Naively, an atom that sticks to the upper face of a metal slab changes the work function of that face and leaves the lower face alone. The site where the atom binds most strongly then tells which change a real surface would show. For F and N on Mo(110) in PBEsol both steps of this reasoning meet trouble. The first fails by about a tenth of an eV at the lower face, the second leaves about one eV undecided, and both can be seen in the numbers themselves.

F or N on the top face of a four-plane Mo(110) slab, one atom per 1×1 surface cell (6.924 Å²), lower two planes held: Ansatz 0.2.0, PBEsol, plane-wave PAW, scalar-relativistic, no spin polarisation in the slabs, 420 eV cutoff, 11×11×1 k mesh. Adsorption energies count from the clean slab and the free, spin-polarised atom; work functions are the top face's; dipoles count along +c.

```
adsorbate  start site  start site atoms  adsorption energy (eV)  work function change (eV)  dipole change (e Å)  shortest contact length (Å)
        F      bridge             Mo-Mo                  -5.225                      1.695              -0.0700                        2.074
        F      hollow          Mo-Mo-Mo                  -5.230                      0.663              -0.0300                        2.081
        F         top                Mo                  -4.868                      3.011              -0.1180                        1.845
        N      bridge             Mo-Mo                  -5.453                      1.605              -0.0660                        1.839
        N      hollow          Mo-Mo-Mo                  -6.350                      1.805              -0.0740                        1.934
        N         top                Mo                  -4.100                      3.176              -0.1220                        1.648
```

The adsorption energy counts from the free atom and is negative where the atom is bound. The work function change refers to the upper face, and the dipole change counts as positive when it points outward there. A negative charge that sits outside the metal gives a dipole pointing inward, which makes it harder for an electron to leave. All six rows have this sign.

A flat layer of dipoles shifts the electrostatic potential on one side of the slab against the other. The size of the shift follows from Poisson's equation:

ΔΦ(top) − ΔΦ(bottom) = −4π e² d / A

Here ΔΦ is the change of the work function of a face, d the dipole change divided by the elementary charge, A the area of the surface cell, and e² the Coulomb constant times the squared charge. The calculation already obeys this law, so the equation tests no theory of bonding. It serves to reveal what happened at the face that no adsorbate touched.

F in the hollow shows how this works. A dipole of 0.001 e Å per cell is worth 0.0261 eV, so the tabulated −0.030 e Å gives 30 × 0.0261 = 0.78 eV between the two faces. The upper face changed by only 0.663 eV. The lower face must therefore have moved down by about 0.12 eV, and its work function, computed directly in the same run, did so.

On a thick piece of metal that movement would be zero. The interior fixes the Fermi level relative to its own potential, and the far face feels nothing of the adsorbate. Atoms moving at the lower face are not the reason here, since the lower two planes were held in place. Theory suggests an electronic size effect: a film of four planes has few electronic levels across its thickness, and a change at one face, in its bonding or in the spacing of its planes, alters enough of them to shift the Fermi level of the whole film. The spacing of the top planes does not account for it alone: F in the hollow barely changes that spacing, from 2.12 to 2.15 Å, and shows the full shift, while N on top widens it to 2.34 Å and shows almost none. The clean slab is itself lopsided: its relaxed upper face has a work function of 4.690 eV and its held lower face 4.821 eV, a gap of 0.131 eV. Under F in the hollow, N at the bridge and N in the hollow the lower face lies at 4.699, 4.696 and 4.702 eV. So similar a value under two elements might point to an error in the clean, half-relaxed reference, but such an error would enter all six rows alike, and N on top shows almost no shift. The cause stays open. A thicker slab should reduce the effect, though that has not been tested here.

If the Fermi level alone has shifted, both work functions carry the same error, and it cancels in their difference. The dipole step of 0.78 eV would then be the better estimate for F in the hollow. This repair is only as good as its assumption that the charge at the lower face did not rearrange. Nor can one constant correction serve every row: the lower face moves by 0.12 to 0.13 eV for bridge and hollow sites, by less for F on top, and not noticeably for N on top. The output printed after this text applies the same relation, with nothing fitted, to all six rows.

The second failure is larger and of a different kind. F binds at the bridge and in the hollow with energies that differ by 0.005 eV, less than the thermal energy at room temperature. Yet the two work function changes differ by 1.03 eV, and the dipole steps differ by nearly the same amount. The calculation thus gives each site a definite work function but does not decide which site F takes. Zero-point motion, which is left out, a thicker slab, or a small error of the functional or of the PAW datasets, which were made for PBE, could reverse the order. The relaxations also kept the symmetry of their start, so F at the bridge could not slide sideways and may sit on a saddle rather than in a minimum.

The energy can be flat while the dipole is not, because the two respond to different things. F needs only one electron to close its shell, and the resulting bond is expected to be largely ionic, with little preference for a direction. It can exchange two neighbours for three at almost no cost, and its shortest contact stays near 2.08 Å. In the hollow, however, the nearest neighbour stands further out to the side, so nearly the same bond length lets the atom sink, though only by 0.10 Å: F relaxes to 1.57 Å above the top Mo plane at the bridge and to 1.47 Å in the hollow, where the other two contacts are longer, 2.27 Å each. In the limit where a negative layer lies in the plane of its countercharge the dipole vanishes, and it grows as the layer moves outward. Height gives the right order for F but does not explain the size of the steps. Between hollow and bridge the dipole changes by 0.04 e Å over 0.10 Å, as if about 0.4 electron had moved; between bridge and top it changes by 0.05 e Å over nearly 0.3 Å, which corresponds to less than 0.2 electron. No single fixed charge fits both, so the charge around F probably rearranges from site to site as well. F directly on top of a Mo atom stands highest and raises the work function most, by 3.01 eV.

N shows what a decided site looks like. It has three unpaired electrons and gains from several strong bonds, so the hollow wins over the bridge by 0.90 eV and over the top site by 2.25 eV. None of the small corrections that could reverse the order for F would change this choice among the three sites tried; the bridge is the short one between nearest neighbours, and no run started from the long bridge. The work function of the N layer can therefore be read from one row, with an uncertainty at least as large as the slab error.

The same comparison shows where a familiar rule fails. F is the more electronegative atom and should raise the work function more, but in the hollow N raises it by 1.14 eV more than F does. Height does not explain this, since the contact of N is shorter and N sits lower. Nor does height seem to order the sites of N: if its three contacts in the hollow are nearly equal, N sits lower there than at the bridge, yet it raises the work function more. Height thus orders the three F sites but is not a general rule, because the charge that an atom draws can change with the site as well. A plausible reason, not tested here, is that N can draw charge from several bonds while F is satisfied with one electron. At the bridge F raises the work function slightly more and on top N does, by less than 0.2 eV in each case, and the dipole steps give the same signs. Small differences of opposite sign support no rule based on electronegativity.

The values hold for a full layer facing vacuum, in which neighbouring dipoles weaken one another. They do not carry over directly to a buried interface or to a few scattered atoms.

A practical rule follows for calculations of this kind. First look at the face that nothing touched, and do so for every row: the largest movement is a warning of how big the slab error can be, and smaller differences between work functions need a thicker slab before they are interpreted. A single row in which that face stays still, such as N on top, does not prove that the slab is thick enough. Then collect all sites whose energies are too close to be told apart, and quote the range of work function changes that they span. For N that leaves one value, about 1.8 eV; for F it leaves a range from about 0.7 to 1.7 eV.

The analysis program printed:

```
Vacuum step from the dipole and what is left for the bottom face:
  row  top_change_eV  dipole_step_eV  bottom_change_eV
    F          1.695           1.829           -0.1344
    F          0.663           0.784            -0.121
    F          3.011           3.084           -0.0728
    N          1.605           1.725           -0.1198
    N          1.805           1.934           -0.1289
    N          3.176           3.188          -0.01234
Vacuum step for a dipole of 0.001 e Å per cell, eV: 0.02613
Largest rounding error of the dipole step, eV: 0.01307
Bottom work function change given directly, F hollow, eV: -0.1223
Bottom work function change given directly, N hollow, eV: -0.119
Bottom change as percentage of top change, F hollow, %: 18.44
Bottom change as percentage of top change, N hollow, %: 6.591
F adsorption energy, bridge less hollow, eV: 0.005
F adsorption energy, top less hollow, eV: 0.362
F work function change, bridge less hollow, eV: 1.032
F dipole step, bridge less hollow, eV: 1.045
Thermal energy kT at 300 K, eV: 0.02585
N adsorption energy, bridge less hollow, eV: 0.897
N adsorption energy, top less hollow, eV: 2.25
N work function change, hollow less bridge, eV: 0.2
N less F work function change at bridge, eV: -0.09
N less F work function change at hollow, eV: 1.142
N less F work function change at top, eV: 0.165
N less F dipole step at top, eV: 0.1045
```
